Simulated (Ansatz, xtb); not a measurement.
## CH3CuO: which of two isomers lies lower

We compare I, `C[O][Cu]`, a singlet, with II, `O[CH2][Cu]`, a singlet. Both are isolated molecules in the gas phase, relaxed with PBE0-D4/def2-TZVP, each in the lowest conformer that the search found.

Energies in hartree; the thermal terms are from PBE0-D4/def2-TZVP harmonic frequencies (ideal gas, rigid rotor, one conformer each, 1000 K, 1 atm) and include the zero-point energy:

```
                                I            II
E, CCSD(T)/def2-TZVP  −1754.457223  −1754.447788
   zero-point energy      0.040418      0.040884
       H(1000 K) − E      0.067737      0.068904
       G(1000 K) − E     −0.077423     −0.076516
```

Work out ΔE, ΔE₀, ΔH and ΔG for I → II in kcal/mol (1 Eh = 627.51 kcal/mol) and the equilibrium ratio [II]/[I].

1. ΔE = −1754.447788 − (−1754.457223) = +0.009435 Eh = +5.92 kcal/mol.
2. ΔE₀ = ΔE + ΔZPE = +0.009435 + (+0.000466) Eh = +6.21 kcal/mol.
3. ΔH = ΔE + (+0.001167) Eh = +6.65 kcal/mol.
4. ΔG = ΔE + (+0.000907) Eh = +6.49 kcal/mol, so ΔS = (ΔH − ΔG)/T = +0.7 J/(mol K).
5. kT = 3.1668 mEh, so K = [II]/[I] = exp(−ΔG/kT) = exp(−3.27) ≈ 0.038.

Structure I is favoured at this temperature. An error of 1 kcal/mol in ΔG would change K by a factor of 1.7. Large T1 diagnostics make the coupled-cluster value less sure. Mirror images and further conformers aren't counted.

As drawn, II has 1 C–Cu, 1 O–H in place of 1 Cu–O, 1 C–H.

Other levels gave ΔE = +23.1 (GFN2-xTB); +46.8 (HF/STO-3G, GFN2-xTB geometries); +7.6 (r2SCAN-D4/def2-SVP, GFN2-xTB geometries); +2.5 (PBE0-D4/def2-TZVP); +16.4 (HF/def2-TZVP); +5.1 (MP2/def2-TZVP) kcal/mol. The correlated steps freeze 7 core orbitals; the last core shell of Cu is correlated, in a basis made for valence electrons. Programs: Ansatz 0.2.0, xtb 6.7.1.

Copper methoxide lies below its hydroxymethyl isomer at every level listed, and the preference is almost entirely electronic: zero-point and thermal terms shift the coupled-cluster gap of +5.92 kcal/mol only slightly, and the entropies nearly cancel. The modest gap probably reflects two opposing bond changes. Moving copper from oxygen to carbon gives up a strongly polar Cu–O bond, in which the electronegative oxygen carries much of the negative charge, for a more covalent Cu–C bond. In return, a C–H bond is replaced by a stronger O–H bond, which recovers much of the loss but not all of it.

The sign is therefore better supported than the size. Hartree–Fock with the larger basis gives +16.4 kcal/mol against +5.1 for MP2, probably because missing correlation penalises the covalent Cu–C bond more than the polar Cu–O bond. The equilibrium ratio is best read as a minor share of the hydroxymethyl form, not as a precise population. The ordering need not carry over to condensed phases, where copper(I) alkoxides tend to aggregate through bridging oxygen.
